**1. Beside the dimension formula.** For $N$ electrons in $n$ spatial orbitals, the number of configuration state functions (CSFs) of total spin $S$, counted at one value of $M_S$, is

$$W(n,N,S)=\frac{2S+1}{n+1}\binom{n+1}{N/2-S}\binom{n+1}{N/2+S+1}.$$

It is Weyl's dimension of an irreducible representation of $U(n)$, in the form Paldus gave it in 1974. The short proof needs no group theory. There are $D(M)=\binom{n}{N/2+M}\binom{n}{N/2-M}$ determinants with $M_S=M$. A multiplet of spin $S'$ puts one state into every sector with $|M|\le S'$, so $D(M)=\sum_{S'\ge |M|}W(S')$ and $W(S)=D(S)-D(S+1)$. Set $a=N/2-S$ and $p=N/2+S$. Then $\binom{n}{a}$ and $\binom{n}{a-1}$ are $\binom{n+1}{a}/(n+1)$ times $n+1-a$ and $a$, while $\binom{n}{p}$ and $\binom{n}{p+1}$ are $\binom{n+1}{p+1}/(n+1)$ times $p+1$ and $n-p$. The difference carries the bracket

$$(p+1)(n+1-a)-a(n-p)=(n+1)(p+1-a)=(n+1)(2S+1),$$

which cancels one factor $n+1$ and leaves the formula. For the six valence electrons of CH$_2$ in six orbitals, $D=400, 225, 36, 1$ at $M=0,1,2,3$, and $W=175, 189, 35, 1$ at $S=0,1,2,3$. The triplet space is the larger one.

**2. Beside the graph.** A node of the Shavitt graph at level $l$ is a triple $(a,b,c)$ with $a+b+c=l$, holding $2a+b$ electrons at intermediate spin $b/2$. Adding an orbital takes one of four steps: empty ($c+1$), single with spin raised ($b+1$), single with spin lowered ($a+1$, $b-1$, $c+1$), double ($a+1$). A CSF is a walk from $(0,0,0)$ to the head $a=N/2-S$, $b=2S$, $c=n-a-b$ that keeps $b\ge 0$. Without that condition the four steps read empty, $\alpha$, $\beta$, double, and the walks are the $D(S)$ determinants. A forbidden walk touches $b=-1$. Exchanging its two single steps after the first touch keeps $N$ and moves the end point to $b=-2S-2$, and every walk ending there must cross $b=-1$. The forbidden walks therefore number $D(S+1)$, and the allowed ones number $W$.

The graph is small while the walks are many. For $N=n=2m$ and $S=0$ the head is $(m,0,m)$, the nodes on allowed walks obey $b\le\min(m-a,\,m-c)$, and they number $\sum_{q=1}^{m+1}q^2$: 30 for (6,6) and 506 for (20,20). Addressing CSFs costs memory of order $n^3$.

**3. What the label competes with.** Full configuration interaction quantum Monte Carlo (FCIQMC; Booth, Thom and Alavi, 2009) samples the iteration $\psi_{k+1}=[1-\Delta\tau(H-E_s)]\psi_k$, which ends in the lowest state that its basis and its noise can reach. With a triplet ground state, the CH$_2$ singlet needs one of three devices.

* CSFs: dimension $W$, and no other spin exists in the basis.
* Spin-flip pairs. Write $M_S=0$ determinants as an $\alpha$ string $I$ followed by a $\beta$ string $J$. A spin rotation by $\pi$ about $y$ multiplies $|S,0\rangle$ by $(-1)^S$. It sends $\alpha\to\beta$, $\beta\to-\alpha$, and the sign $(-1)^{N/2}$ cancels against the sign of reordering the strings, so $c_{JI}=(-1)^Sc_{IJ}$. The even and odd sectors have $D_\pm=[D(0)\pm\binom{n}{N/2}]/2$ members: $210=175+35$ and $190=189+1$.
* Penalty: all 400 determinants with $H+\lambda\hat S^2$.

**4. Memory.** For $N=n=2m$, $D(1)/D(0)=m^2/(m+1)^2$, hence $W/D(0)=(2m+1)/(m+1)^2\to 4/n$, against $1/2$ for the pairs. With $D(0)\simeq 2\cdot4^n/(\pi n)$ all three grow as $4^n$. The spin label buys a factor that rises only linearly, $D_+/W\to n/8$. At (6,6) $W/D(0)=0.4375$. At (20,20) the singlet vector has $5.92\times10^{9}$ entries, the even pairs $1.71\times10^{10}$ and the determinants $3.41\times10^{10}$.

**5. Work per step.** Costs are counted for a program that treats all one- and two-electron integrals as nonzero. The unit is one determinant matrix element evaluated and multiplied in; singles and diagonals, which sum several integrals, are counted at the same price. A row at $M_S=0$ has

$$L=1+2m^2+2\binom m2^2+m^4\simeq \tfrac{3}{32}n^4$$

entries (diagonal, singles, same-spin doubles, opposite-spin doubles), $L=118$ for $m=3$. A full step costs $400\times118=47200$ units. The pairs need one row per representative, $210\times118=24780$.

For CSFs, group the basis by spatial configuration. With $o=0,2,4,6$ open shells there are 20, 90, 30 and 1 configurations, each carrying $f=1,1,2,5$ singlet or $f=0,1,3,9$ triplet couplings. $H$ joins two configurations only if they differ by at most two electron moves. The ordered pairs that do so, sorted by $(o,o')$, number

$$P=\begin{pmatrix}200&540&180&0\\540&3510&1440&90\\180&1440&900&30\\0&90&30&1\end{pmatrix}.$$

The first row, for example, is 20 times the neighbours of a closed shell: itself and 9 pair transfers, 27 configurations with two open shells, 9 with four. Treating each block as full gives $B=f^{T}Pf$ elements, $B_0=16395$ for the singlet and $B_1=23571$ for the triplet. This bounds the number of nonzero elements from above, because two walks must coincide outside the orbital range of the generators that join them. The bound loosens at large $n$, where $f$ grows as $2^{o}o^{-3/2}$.

A CSF element is dearer. In the graphical unitary group approach (GUGA) it is a product of one segment factor per level of the loop between the two walks, up to $n$ factors. Call its price $\kappa$ units; $\kappa=n=6$ is assumed below, and break-even values are given. Evaluated afresh, a singlet step costs $\kappa B_0=98370$. Stored once for $\kappa B_0$, the matrix costs $B_0$ per step. Memory below counts two vectors plus any stored elements; integrals are common to all choices. Hermiticity is left unused throughout.

**6. A model with every level known.** Take

$$H=\sum_{pq}h_{pq}E_{pq}-K\hat S^2,\qquad \hat S^2=\tfrac12(n+2)N-\tfrac14N^2-\tfrac12\sum_{pq}E_{pq}E_{qp},$$

with $E_{pq}$ the spin-summed generators. $\hat S^2$ commutes with all $E_{pq}$ and is unchanged by orbital rotations. In the eigenorbitals of $h$ every CSF is an eigenstate, with

$$E=\sum_i n_i\varepsilon_i-KS(S+1),$$

while in a generic working basis $h$ is dense. The six levels are two C–H bonding orbitals $\sigma$, the in-plane orbital $a$ ($3a_1$), the out-of-plane orbital $b$ ($1b_1$), and two $\sigma^*$. Assumed inputs: $\varepsilon=-8,-8,0,1,9,9$ eV and $K=0.7$ eV. The values $\delta=\varepsilon_b-\varepsilon_a=1$ eV and $K$ were chosen to reproduce typical spacings of methylene, ${}^1A_1$ about 0.4 eV and ${}^1B_1$ about 1.4 eV above ${}^3B_1$; the $\sigma$ and $\sigma^*$ levels are illustrative.

Measured from the target $\sigma^4a^2$, the singlets lie at 0, 1 ($ab$), 2 ($b^2$), then from 9 eV up to $b^2\sigma^{*4}$ at $W_E=70$ eV. The lowest triplet is at $\delta-2K=-0.4$ eV, the lowest quintet ($\sigma^3ab\sigma^*$) at $18-6K=13.8$ eV. One omitted term rivals the splitting: for real orbitals the pair transfer $a^2\leftrightarrow b^2$ has the size of the exchange integral $K$ and would lower the singlet by $\sqrt{\delta^2+K^2}-\delta=0.22$ eV. The fitted $\delta$ absorbs it. The model has no geometry and no correlation inside the bonds, and all energies and step counts below are the model's.

**7. How the deviation falls.** Fix $E_s$ at the target energy, where a converged shift settles, and $\Delta\tau=1/W_E$, half the stability limit, so that a level $E$ is multiplied by $r=1-E/W_E\ge0$ per step. Start from a closed-shell reference $\Phi$ with imperfect orbitals: $\cos\theta_F\,a+\sin\theta_F\,b$ and two of the form $\cos\theta_B\,\sigma+\sin\theta_B\,\sigma^*$, with assumed $x=\tan^2\theta_F=0.1$ and $y=\tan^2\theta_B=0.02$. These tilts stand in for the correlation that a real run has to build up. $\Phi$ is a singlet, so only the one-electron part acts, and each of the six electrons is independently promoted or not. The weight of $i$ promotions by 1 eV and $j$ by 17 eV is proportional to $w_{ij}=\binom2i x^i\binom4j y^j$. The projected energy $\langle\Phi|H|\psi_k\rangle/\langle\Phi|\psi_k\rangle$ exceeds the exact value 0 by

$$\epsilon(k)=\frac{\sum_{ij}w_{ij}E_{ij}(1-E_{ij}/W_E)^k}{\sum_{ij}w_{ij}(1-E_{ij}/W_E)^k},\qquad E_{ij}=(i+17j)\ \text{eV}.$$

It starts at $\epsilon(0)=1.52$ eV. The bond terms die as $(53/70)^k$, and then $\epsilon\simeq2x\delta\,(69/70)^k$, a rate of 0.01439 per step or 160 steps per decade. Work therefore grows as $(W_E/\delta)\ln(2x\delta/\epsilon)$ times the price of a step.

The mean iteration conserves spin, so $\epsilon(k)$ is the same function in all three bases as long as they admit the same $\Delta\tau$. Noise reaches every level of the basis, and $\Delta\tau$ must suit the highest. CSFs and even pairs both top out at 70 eV, since the highest quintet has an orbital sum of only 52 eV.

**8. Why a pure start is not enough.** Sampling single determinants breaks the relation between spin partners, and a triplet amplitude appears. Without a penalty it grows by $1+0.4/70$ per step relative to the singlet, a factor 8.2 over 369 steps. An assumed seed of 0.01 reaches the size of the singlet in 808 steps. The triplet has no overlap with $\Phi$ and does not bias the mean of numerator or denominator. It takes over the walkers, the shift drifts to $-0.4$ eV, and the signal on $\Phi$ sinks into the noise.

The penalty replaces $K$ by $K-\lambda$. The triplet rises above the target for $\lambda>0.2$ eV. The highest triplet, $ab\sigma^{*4}$ at $69+2(\lambda-K)$ eV, stays within 70 eV up to $\lambda=1.2$ eV. Inside the window a larger $\lambda$ is better: under kicks of variance $\sigma^2$ per step a mode with factor $r$ holds the variance $\sigma^2/(1-r^2)$, which is $350\,\sigma^2$ at $\lambda=0.25$ eV and $17.8\,\sigma^2$ at 1.2 eV. Beyond the window the step shrinks. At $\lambda=5$ eV the septet, with orbital sum 35 eV, sits at 86.6 eV, and the asymptotic step count grows by about $86.6/70=1.24$. The tables use $\lambda=1.2$ eV.

**9. Cheapest choice for a stated accuracy (singlet).** $k$ is the smallest step count with $\epsilon(k)$ under the target; work is in $10^6$ units.

| target (eV) | $k$ | $\epsilon(k)$ (eV) | CSF afresh | CSF stored | pairs | penalty |
|---|---|---|---|---|---|---|
| 0.3 | 9 | 0.271 | 0.885 | 0.246 | **0.223** | 0.425 |
| 0.1 | 45 | 0.0994 | 4.43 | **0.836** | 1.12 | 2.12 |
| 0.01 | 208 | 0.00998 | 20.5 | **3.51** | 5.15 | 9.82 |
| 0.001 | 369 | 0.000988 | 36.3 | **6.15** | 9.14 | 17.4 |
| memory (numbers) | | | 350 | 16745 | 420 | 800 |

Stored CSFs overtake the pairs when $(\kappa+k)B_0<24780\,k$, that is for $k>1.96\,\kappa=11.7$. The gain never exceeds $24780/16395=1.51$, and the same 1.51 is the largest $\kappa$ at which CSFs evaluated afresh would match the pairs. The first row is a close call that reverses for $\kappa<4.6$. The second holds up to $\kappa=23.0$, and the lower rows hold further. The penalty costs $400/210=1.90$ times the pairs in every row.

**10. Best choice inside a budget (singlet).** Each entry is the number of whole steps that the work budget buys, with $\epsilon$ in eV.

| work budget | CSF afresh | CSF stored | pairs | penalty |
|---|---|---|---|---|
| $2\times10^5$ | 2, 0.94 | 6, 0.42 | **8, 0.31** | 4, 0.61 |
| $10^6$ | 10, 0.24 | **54, 0.088** | 40, 0.11 | 21, 0.14 |
| $5\times10^6$ | 50, 0.093 | **298, 0.0027** | 201, 0.011 | 105, 0.043 |

A ratio of 1.5 in price turns into a fourfold ratio in $\epsilon$ in the last row, because the deviation is exponential in the steps. Memory overrides these picks. With room for 20000 numbers the table stands. With 1000 the stored matrix is out, and the pairs win every row. With 400 only CSFs evaluated afresh fit. The last case is artificial at (6,6) and real at (20,20), where a limit of $10^{10}$ numbers per vector admits the CSFs alone.

**11. The triplet reverses the verdict.** At $M_S=1$ no singlet exists, and a row has $1+16+12+64=93$ entries, so a step costs $225\times93=20925$ units. The odd pairs cost $190\times118=22420$, and stored CSFs 23571 plus the setup. The triplets span 68 eV above the lowest one, and no quintet or septet lies outside that range. The tilt $\theta_F$ drops out, because $a$ and $b$ each hold an $\alpha$ electron. With the same $y$ only the sum over $j$ remains, $\epsilon_T\simeq 4y\,(17\ \text{eV})(51/68)^k$, and 26 steps reach 0.77 meV. The work is 0.544, 0.583 and 0.754 million units for $M_S=1$ determinants, odd pairs and stored CSFs, with 450 numbers for the determinant vectors against 380 and 378. Determinants at $M_S=S$ are the cheapest choice at any accuracy in this count, even at $\kappa=1$, although $B_1$ is an upper bound and the margin over the CSFs per step is only 13 per cent. The reason is visible in $W(S)=D(S)-D(S+1)$: the label removes 225 of 400 functions at $S=0$ and only 36 of 225 at $S=1$.

**12. The stochastic bar.** After equilibration let $\xi_i$ be the amplitude of eigenstate $i$ relative to the target, and assume independent kicks of equal variance $\sigma^2$ per step on all modes. To first order the projected energy fluctuates by $\sum_iE_i\sqrt{w_i/w_0}\,\xi_i$, with $w_i$ the weights in $\Phi$. The mean of a mode over $M\gg W_E/\delta$ steps has variance $\sigma^2/[(1-r_i)^2M]$, and $1-r_i=E_i/W_E$ cancels the factor $E_i$. With normalised weights,

$$\text{bar}=W_E\,\sigma\sqrt{\frac{1/w_0-1}{M}},\qquad \frac1{w_0}=(1+x)^2(1+y)^4=1.310,$$

which is $39\,\sigma/\sqrt M$ eV. With $N_w$ walkers $\sigma^2\propto1/N_w$, a step costs $N_w$ elements, and the bar falls as the inverse square root of the work in every basis. At equal bar the CSF run pays $\kappa$ per spawning attempt and breaks even only if its $\sigma^2N_w$ is $\kappa$ times smaller. The model does not fix $\sigma$, which depends on the working orbitals and the excitation generator. If the walker number needed for stable signs were the same fraction of the dimension in both bases, which is an assumption and no theorem, the CSF step would cost $\kappa W/D_+$ times the pair step. For $\kappa=n$ this is 5.0 at (6,6) and 6.9 at (20,20), tending to 8. The dimension formula thus promises memory and spin purity. It does not promise less work without stored elements.

**13. What the mirror plane changes.** A triatomic molecule always has its plane as a mirror, and $b$ is odd under it. The tables hold for working orbitals that mix $a$ and $b$, as $\theta_F\ne0$ does. If $b$ is kept pure and placed last, the three steps that can enter the singlet head sort the walks by symmetry: $175=50+50+75$, with $W(5,6,0)$ and $W(5,4,0)$ even and $W(5,5,\tfrac12)$ odd. The 200 even determinants then contain no ${}^3B_1$, their lowest triplet lies at $9-2K=7.6$ eV in the model, and ${}^1A_1$ needs no spin device. The open-shell ${}^1B_1$ state shares its spatial symmetry with the ground state and still does. The pairs suffice for it. They fail only where a state with $S$ differing by an even number lies below the target, a quintet under a singlet, and then the choice is between CSFs and the penalty.

**14. The same space for silylene.** SiH$_2$, an intermediate in the deposition of silicon from silane, has the same (6,6) valence space and the same counts, with the order reversed. Typical spacings put ${}^3B_1$ about 0.9 eV and ${}^1B_1$ about 1.9 eV above the ${}^1A_1$ ground state. The inputs $\delta=1.9$ eV and $K=0.5$ eV are chosen to reproduce them, and the other levels and tilts are kept as assumed above. Now $W_E=71.8$ eV, the rate is 0.0268 per step, and 1 meV takes 222 steps in the model. Plain determinants need no penalty, since the triplet mode decays, yet the pairs still cut their work by 1.90. Stored CSFs cost 3.74 million units and the pairs 5.50. The triplet is the excited state here, and $M_S=1$ determinants reach it for the same reason as in CH$_2$: the sector holds no singlet.